Isotropic GIAO shieldings σ of C4H12BN, SMILES CB(N)C(C)C, from non-relativistic gas-phase calculations with PySCF 2.14.0 and density fitting at the PBE0-D3(BJ)/def2-SVP geometry. Atoms are numbered in SMILES order, hydrogens after the heavy atoms; C5 stands for the mean of the two equivalent methyl carbons, H13 for that of their six protons.

```csv
functional,basis,"exact exchange, long range (%)",σ B2 (ppm),σ N3 (ppm),σ C5 (ppm),σ H13 (ppm)
B97-D,pcSseg-1,0,54.8,158.0,156.6,30.45
BLYP,pcSseg-1,0,46.7,151.2,152.1,30.41
BP86,pcSseg-1,0,50.4,152.6,157.2,30.32
KT2,pcSseg-1,0,58.1,158.2,161.0,30.24
KT3,pcSseg-1,0,59.4,161.1,160.1,30.39
LDA,pcSseg-1,0,45.2,149.4,158.8,29.91
OPBE,pcSseg-1,0,58.8,159.7,163.8,30.32
PBE,pcSseg-1,0,49.9,152.7,157.6,30.26
B3LYP,pcSseg-1,20,50.3,155.8,157.0,30.46
mPW1PW91,pcSseg-1,25,54.2,158.1,162.2,30.42
HF,pcSseg-1,100,66.6,175.2,171.3,30.80
PBE0,"6-311+G(2d,p)",25,56.4,162.6,165.9,30.62
PBE0,6-31G,25,74.1,173.1,178.1,31.51
PBE0,6-31G(d),25,71.6,171.4,173.6,30.98
PBE0,STO-3G,25,85.6,238.4,212.2,31.99
PBE0,def2-SVP,25,66.3,174.1,173.1,30.55
PBE0,def2-TZVP,25,56.3,164.3,165.4,30.59
PBE0,pcSseg-1,25,54.2,158.5,163.1,30.36
```

Each entry σ is the shielding of a nucleus: the fraction, in parts per million, by which the electrons reduce the magnetic field that reaches it. The nuclei are boron (B2), nitrogen (N3), a methyl carbon (C5) and the protons of the methyl groups to which C5 belongs (H13). The geometry is the same in every row, so all differences come from the electronic structure. The rows form two series, one in which the functional changes and one in which the basis changes under PBE0. Hartree–Fock (HF), with its full exact exchange, gives the heavy atoms their highest shieldings in the first series, yet PBE0 in the small 6-31G basis puts boron higher still.

### Two currents around a nucleus

The shielding is the sum of two parts,

$$\sigma = \sigma_\mathrm{d} + \sigma_\mathrm{p}, \qquad \sigma_\mathrm{p} \sim -\sum_{i,a}\frac{M_{ia}}{\Delta_{ia}} .$$

The diamagnetic part $\sigma_\mathrm{d}$ is positive and follows from the electron density of the undisturbed molecule. The paramagnetic part $\sigma_\mathrm{p}$, usually negative for heavy atoms, arises because the field mixes occupied orbitals $i$ with empty orbitals $a$. Here $M_{ia}$ measures how strongly the field and the nucleus couple the two orbitals, and $\Delta_{ia}$ is the energy that the mixing costs. The division depends on the convention for the origin of the vector potential, so the parts serve here only for comparisons within one convention.

Planar BH₃ shows the mechanism in its simplest form. A field lying in the molecular plane turns electrons of the B–H bonds towards the empty p orbital of boron, and the resulting current deshields the nucleus. A field perpendicular to the plane can't do this. The boron atom studied here also has three neighbours, and in the KT2 calculation its shielding is about 25 and 37 ppm along two principal directions but about 110 ppm along the third, as this picture suggests if the third is the normal to the plane; the directions themselves aren't listed. The analogy is limited to boron, and even there nitrogen partly fills the p orbital.

The shielding therefore rises whenever the mixing is hindered. A functional can hinder it by making it costly, and a basis by leaving out the functions that it needs.

### From PBE to PBE0

PBE0 replaces a quarter of the PBE exchange by exact exchange and keeps the PBE correlation. In the same basis this raises the shielding of boron by 4.3 ppm, and that of nitrogen and C5 by somewhat more. For boron the gain comes from a weaker paramagnetic part, while the diamagnetic part falls slightly.

The obvious explanation is that exact exchange widens the gap between the highest occupied and the lowest empty orbital, which makes mixing dearer. The direction is right, but the size is not. If the paramagnetic part of boron varied as one over this gap, it would weaken by 26 % from PBE to PBE0, whereas the calculation gives 4 %.

This gap is only a rough yardstick: the field need not couple these two orbitals, and pairs that lie further apart tend to widen by a smaller fraction, which covers part of the shortfall. Theory points to a larger reason, though these runs don't isolate it. In a semilocal functional, the cost of mixing is simply the difference of two orbital energies. With a share $x$ of exact exchange, the cost is roughly

$$\Delta_{ia} \approx \varepsilon_a - \varepsilon_i - x J_{ia},$$

where $\varepsilon$ is an orbital energy and $J_{ia}$ the attraction between the promoted electron and the hole that it leaves. Exact exchange pushes the orbital energies apart, but it also brings in this attraction, which takes back most of the increase. What survives is a modest rise in the cost of mixing.

### A straight line to Hartree–Fock

Because the surviving effect is small, the shielding should change almost in proportion to the share of exact exchange. If the line is carried on to HF, a hybrid lies between its semilocal parent and HF:

$$\sigma_\mathrm{hybrid} \approx (1-x)\,\sigma_\mathrm{parent} + x\,\sigma_\mathrm{HF}.$$

For boron in PBE0, $x = 0.25$, and the two ends are 49.9 ppm (PBE) and 66.6 ppm (HF). The estimate is $0.75 \times 49.9 + 0.25 \times 66.6 = 54.1$ ppm, against a computed 54.2 ppm. The PBE0 value itself doesn't enter the estimate, and no constant is adjusted.

The output below applies the same line to three nuclei in PBE0 and, with BLYP as the parent, in B3LYP. Boron and nitrogen are met to within 0.4 ppm, although B3LYP differs from BLYP in a little more than its exact exchange. In PBE0 part of this agreement is cancellation: for both nuclei the line misses the diamagnetic and the paramagnetic part by 0.3 to 0.6 ppm in opposite directions. C5 fares worse: for PBE0 the line falls short by 2.1 ppm, more than a third of the rise from PBE.

One possible reason is that HF has no correlation at all, so the far end of the line differs from PBE in two respects. Correlation does matter for this carbon: going from BLYP to BP86, which changes only the correlation functional, raises C5 by 5.1 ppm. It raises boron by 3.7 ppm as well, but that step swaps one correlation functional for another and doesn't measure what removing the PBE correlation does. The line also falls short for the two carbons bound to boron, by 1.5 and 2.5 ppm, so the miss is common to the carbons. The proper end of the line, full exact exchange with PBE correlation, is not among the rows, so the reason is plausible but not tested here.

### The same rise without exact exchange

Among the functionals with no exact exchange, boron ranges from 45.2 ppm in LDA to 59.4 ppm in KT3, a wider range than the step from PBE to PBE0. Its paramagnetic part varies by 12.7 ppm across these functionals and its diamagnetic part by only about 2 ppm. They too differ mainly in how readily they let the field mix orbitals.

OPBE shows this most clearly, since it keeps the correlation of PBE and changes only the semilocal exchange. Boron rises by 8.9 ppm, about twice as much as from PBE to PBE0, and nitrogen and C5 also end up above their PBE0 values. The form of the exchange functional shapes the potential in which both occupied and empty orbitals move, and so it can change the mixing without any exact exchange. The gap between the frontier orbitals tracks this poorly: from PBE to OPBE it widens by under 2 % while the paramagnetic part of boron weakens by 6 %, and BLYP has a slightly wider gap than PBE but a stronger paramagnetic part. These runs don't separate a change in the cost $\Delta_{ia}$ from a change in the coupling $M_{ia}$. KT2 and KT3, whose exchange–correlation form was designed for shieldings, also place boron above PBE0, and B97-D does so by a narrow margin.

The share of exact exchange therefore orders functionals only when the rest of the functional stays nearly the same. mPW1PW91 has the same share as PBE0 and a similar semilocal part, and the two agree for boron to the last printed digit. They differ by 0.4 ppm for nitrogen and by 0.9 ppm for C5.

LDA breaks the pattern in two places. It gives the lowest boron and nitrogen shieldings of its series, yet its C5 lies slightly above that of PBE, mostly because the diamagnetic part is larger. Its H13 lies 0.35 ppm below PBE, and there the diamagnetic part is smaller, by 0.39 ppm. A proton has no p electrons of its own that a field could turn, so nearly all of its shielding is diamagnetic, and the drop in LDA fits a density held more loosely around the proton. The small differences in other rows are less simple: about half of the rise of H13 from PBE to HF is paramagnetic.

### When the basis forbids the current

STO-3G is the extreme case of the second series. It puts nitrogen at 238.4 ppm, about 80 ppm above pcSseg-1 with the same functional. The paramagnetic part accounts for a rise of 83.7 ppm, and the diamagnetic part takes back 3.8 ppm. A minimal basis describes the undisturbed density tolerably well, but it has few empty orbitals into which the field can turn electrons, and its single set of p functions describes the region close to the nucleus poorly. Nitrogen and C5 lose more than half of their paramagnetic part, and the high shielding is an artefact. Boron, whose partly empty p orbital is present even in a minimal basis, loses less than a fifth.

High values in the other small bases need not have the same cause. Adding d functions, in 6-31G(d), lowers boron only from 74.1 to 71.6 ppm. The step from def2-SVP to def2-TZVP, which adds s and p functions along with more polarisation functions, lowers it by 10.0 ppm. Yet the paramagnetic part of boron is practically the same in these two bases, and the whole drop is diamagnetic. By this measure the larger basis doesn't free a current that def2-SVP had blocked, so the explanation that serves for STO-3G fails here. In a GIAO calculation each basis function carries its own origin for the vector potential, so the division itself can shift with the basis, and the parts don't show which of the added functions matter.

The small basis pcSseg-1, which was built for shieldings, gives the lowest heavy-atom values of all the PBE0 rows, for reasons that the total shieldings don't reveal. It lies about 2 ppm below def2-TZVP for boron and C5, but 5.8 ppm below it for nitrogen. The nitrogen shielding is therefore not settled with respect to the basis, and this uncertainty is as large as the whole step from PBE to PBE0.

A high shielding can thus have quite different origins. In HF the mixing is possible but costly; in STO-3G the functions that would describe it are missing; and in def2-SVP the excess for boron over def2-TZVP sits in the diamagnetic part. The number alone doesn't tell them apart, which is why functionals should be compared in one basis, and bases with one functional.

Numerical output:

```
Shielding in ppm less that of PBE/pcSseg-1 (PBE0 rows less PBE0/pcSseg-1):
       row    B2    N3    C5    H13
     B97-D   4.9   5.3    -1   0.19
      BLYP  -3.2  -1.5  -5.5   0.15
      BP86   0.5  -0.1  -0.4   0.06
       KT2   8.2   5.5   3.4  -0.02
       KT3   9.5   8.4   2.5   0.13
       LDA  -4.7  -3.3   1.2  -0.35
      OPBE   8.9     7   6.2   0.06
       PBE     0     0     0      0
     B3LYP   0.4   3.1  -0.6    0.2
  mPW1PW91   4.3   5.4   4.6   0.16
        HF  16.7  22.5  13.7   0.54
      PBE0   2.2   4.1   2.8   0.26
      PBE0  19.9  14.6    15   1.15
      PBE0  17.4  12.9  10.5   0.62
      PBE0  31.4  79.9  49.1   1.63
      PBE0  12.1  15.6    10   0.19
      PBE0   2.1   5.8   2.3   0.23
      PBE0     0     0     0      0
PBE to PBE0 in pcSseg-1, change of B2 (ppm): 4.3
PBE to PBE0 in pcSseg-1, change of N3 (ppm): 5.8
PBE to PBE0 in pcSseg-1, change of C5 (ppm): 5.5
BLYP to BP86, change of B2 (ppm): 3.7
BLYP to BP86, change of C5 (ppm): 5.1
Straight line PBE to HF less computed PBE0, B2 (ppm): -0.125
Straight line PBE to HF less computed PBE0, N3 (ppm): -0.175
Straight line PBE to HF less computed PBE0, C5 (ppm): -2.075
Straight line BLYP to HF less computed B3LYP, B2 (ppm): 0.38
Straight line BLYP to HF less computed B3LYP, N3 (ppm): 0.2
Straight line BLYP to HF less computed B3LYP, C5 (ppm): -1.06
Spread of the paramagnetic part of B2 at 0 % exchange (ppm): 12.71
Spread of the diamagnetic part of B2 at 0 % exchange (ppm): 2
Weakening of the paramagnetic part of B2, PBE to PBE0, computed (%): 3.99
The same if it went as one over the HOMO-LUMO gap (%): 26.45
Gap of PBE0 in 6-311+G(2d,p) less that in pcSseg-1 (eV): -1.191
STO-3G less pcSseg-1, paramagnetic part of N3 (ppm): 83.69
STO-3G less pcSseg-1, diamagnetic part of N3 (ppm): -3.787
LDA less PBE, diamagnetic part of H13 averaged over six protons (ppm): -0.3918
```
